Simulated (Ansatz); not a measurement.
**Ligand exchange: C3H8AlCl + C2H6CdO → C3H9AlO + C2H5CdCl**

Species: C3H8AlCl `C[CH](C)[AlH][Cl]`, singlet; C2H6CdO `C[CH2][Cd][OH]`, singlet; C3H9AlO `C[CH](C)[AlH][OH]`, singlet; C2H5CdCl `C[CH2][Cd][Cl]`, singlet. The partners trade Cl for OH: Al–Cl and Cd–OH bonds give way to Al–OH and Cd–Cl.

Shapes, held fixed at every level: PBE0-D4/def2-TZVP. Flexible molecules stand in one conformer, not always the lowest. Programs: Ansatz 0.2.0. Electronic energies: no zero-point or thermal term.

Question: Estimate ΔE of this reaction.

Answer: The highest level, CCSD(T)/def2-TZVPP, gives ΔE = -88.3 kJ/mol; the levels span -113.3 to -83.5. The column of differences is taken from that level and isn't an error. No measured value is set beside it here. For atoms past krypton def2 sets carry core potentials with scalar relativity. Outer-core shells of Cd are correlated in most correlated rows, in sets that cover them unevenly.

| level | kind | ΔE (kJ/mol) | less CCSD(T)/def2-TZVPP |
| --- | --- | --- | --- |
| HF/def2-TZVPP | Hartree–Fock | -113.3 | -25.0 |
| SPW92/def2-TZVPP | LDA | -83.5 | +4.8 |
| PBE0-D4/def2-TZVPP | global hybrid | -89.6 | -1.3 |
| r2SCAN0-D4/def2-TZVPP | global hybrid | -94.9 | -6.6 |
| wB97X-V/def2-TZVPP | range-separated hybrid | -90.3 | -2.0 |
| MP2/def2-SVP | perturbation theory | -91.8 | -3.5 |
| CCSD(T)/def2-TZVPP | coupled cluster or CI | -88.3 | 0.0 |

Every level puts the exchange clearly downhill, with hydroxide going to aluminium and chloride to cadmium. This is the expected hard–soft pairing. Aluminium(III) is small, strongly electropositive and oxophilic, and its polar bond to oxygen can gain further from lone-pair donation into the formally empty 3p orbital. Cadmium(II) is larger and softer, so it gives up much less when hydroxide is replaced by chloride. The driving force is therefore the difference between the two metals' preferences, not the strength of the Al–O bond alone.

Hartree–Fock exaggerates the exothermicity at -113.3 kJ/mol, although the number of metal–ligand bonds of each metal is conserved. Correlation thus favours the reactant side, probably because it matters more for hydroxide next to the filled, polarisable 4d shell of cadmium. The three hybrids stay within 6.6 kJ/mol of the coupled-cluster value, so the direction is secure for these isolated monomers. In condensed phases, hydroxide and chloride bridging could change the balance considerably.
